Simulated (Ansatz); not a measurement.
**Ligand exchange: GeH2(CH3)F + SiH3(SH) → GeH2(CH3)(SH) + SiH3F**

Species: GeH2(CH3)F, singlet; SiH3(SH), singlet; GeH2(CH3)(SH), singlet; SiH3F `F[SiH3]`, singlet. The partners trade F for SH: Ge–F and Si–SH bonds give way to Ge–SH and Si–F.

Shapes, held fixed at every level: PBE0-D4/def2-TZVP. Flexible molecules stand in one conformer, not always the lowest. Programs: Ansatz 0.2.0. The zero-point and thermal change to 298 K, harmonic and unscaled (PBE0-D4/def2-TZVP), is +1.5 kJ/mol.

Estimate ΔH(298 K) of this reaction.

The highest level, CCSD(T)/def2-TZVPP, gives ΔH(298 K) = -57.5 kJ/mol; the levels span -58.5 to -50.9. The column of differences is taken from that level and isn't an error. No measured value is set beside it here. Relativity is left out for Ge unless named. Correlated rows may include outer-core shells of Ge, which these sets cover unevenly. Times are processor times on shared x86 and Arm servers, and rough.

```tsv
level	kind	ΔH(298 K) (kJ/mol)	less CCSD(T)/def2-TZVPP	CPU time (sum over the molecules)
HF/def2-TZVPP	Hartree–Fock	-58.5	-1.0	–
r2SCAN-D4/def2-TZVPP	meta-GGA	-51.9	+5.6	24 s
PBE0-D4/def2-TZVPP	global hybrid	-51.5	+6.0	16 s
wB97M-V/def2-TZVPP	range-separated hybrid	-53.7	+3.8	55 s
wB97X-V/def2-TZVPP	range-separated hybrid	-50.9	+6.6	39 s
CCSD/def2-TZVPP	coupled cluster or CI	-58.3	-0.8	–
CCSD(T)/def2-TZVPP	coupled cluster or CI	-57.5	0.0	2.2 min
```

The exchange is exothermic at every level: fluorine favours silicon over germanium more strongly than SH does. Silicon is the less electronegative of the two, because the filled 3d shell of germanium screens its nuclear charge poorly, and it forms the shorter, more polar bond to fluorine. Sulfur, being larger and less electronegative, gains less from that polarity, so moving SH to germanium costs less than moving fluorine to silicon returns.

Each side keeps one bond to fluorine and one to sulfur, so much of the correlation energy cancels. This probably explains why Hartree–Fock lies only 1.0 kJ/mol from CCSD(T), a closeness that says nothing about its reliability for breaking either bond outright. The density functionals all give a less exothermic reaction, yet r2SCAN-D4 and PBE0-D4 nearly coincide, so exact exchange alone doesn't account for the offset. The direction of exchange is well supported, but since all levels share one orbital basis, their agreement doesn't test convergence with basis size.
